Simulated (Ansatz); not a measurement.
# Co: pressure and energy change per atom against volume scale

Results calculated with Ansatz 0.2.0, not measured. Plane-wave DFT, scalar-relativistic PAW made under PBE with cores redone for the functional, no dispersion; the given relaxed cell is scaled uniformly, energy at zero smearing counts from the unscaled cell, pressure at the given Fermi-Dirac smearing is positive in compression.

The cell before it is scaled or strained (space group Pm-3m, No. 221):
```
cell vectors (Å)
   2.3773     0.0000     0.0000
   0.0000     2.3773     0.0000
   0.0000     0.0000     2.3773
atoms (fractions of the cell vectors)
Co  0.00000  0.00000  0.00000
```

Settings of every row: spin polarised yes; functional BLYP; wave cutoff 420 eV; smearing width 0.05 eV; k mesh 15x15x15.

Atom:
```csv
element,starting moment (Bohr magneton)
Co,1.89
```

Limits: search for a lower magnetic state is off; the cell comes from a prototype or a list of computed structures and needn't be the stable phase; with one magnetic atom in the cell only parallel moments are possible.

```csv
row,volume scale,V (Å³/atom),pressure (GPa),energy change per atom (meV),largest site moment (Bohr magneton)
1,0.88,11.823,19.6,88,1.64
2,0.92,12.361,11.51,36.17,1.74
3,0.96,12.898,5.33,8.93,1.84
4,1.04,13.973,-4.86,8.96,1.91
5,1.08,14.51,?,?,?
6,1.12,15.048,-11.48,66.08,1.95
```

Question: what pressure and energy change per atom should row 5 give?

Worked fit of pressure. Take u = (V_r/V)^(2/3) − 1 with V_r = 12.898 Å³ an atom, which is twice the finite (Eulerian) strain; such expansions in the strain, on which the Birch-Murnaghan equation of state is built, carry the rest volume and the bulk modulus. The shown rows have u = 0.05973, 0.02876, 0, -0.05197, -0.09768. Least squares give pressure = 5.145 + 214.36 × u + 450 × u² GPa; a straight line predicts inner rows, each left out in turn, worse (root mean square 1.3 against 0.26 GPa). The rows lie off it by 0.05, -0.17, 0.19, -0.08, 0.02 (root mean square 0.12 GPa). The withheld row has u = -0.07551, so the fit gives 5.145 + 214.36 × (-0.07551) + 450 × (-0.07551)² = -8.48 GPa.

The calculation gave -8.55 GPa. The fit lies 0.07 GPa (0.23 % of the column's range) above it; its largest miss of a shown row is 0.19 GPa.

Worked fit of energy change per atom. Take u = (V_r/V)^(2/3) − 1 with V_r = 12.898 Å³ an atom, which is twice the finite (Eulerian) strain; such expansions in the strain, on which the Birch-Murnaghan equation of state is built, carry the rest volume and the bulk modulus. The shown rows have u = 0.05973, 0.02876, 0, -0.05197, -0.09768. Least squares give energy change per atom = 8.34 + 607.75 × u + 12238.4 × u² meV; a straight line predicts inner rows, each left out in turn, worse (root mean square 35 against 1.1 meV). The rows lie off it by -0.30, 0.23, 0.59, -0.85, 0.33 (root mean square 0.51 meV). The withheld row has u = -0.07551, so the fit gives 8.34 + 607.75 × (-0.07551) + 12238.4 × (-0.07551)² = 32.23 meV.

The calculation gave 32.03 meV. The fit lies 0.20 meV (0.25 % of the column's range) above it; its largest miss of a shown row is 0.85 meV.

The other values of row 5: largest site moment 1.93 Bohr magneton.
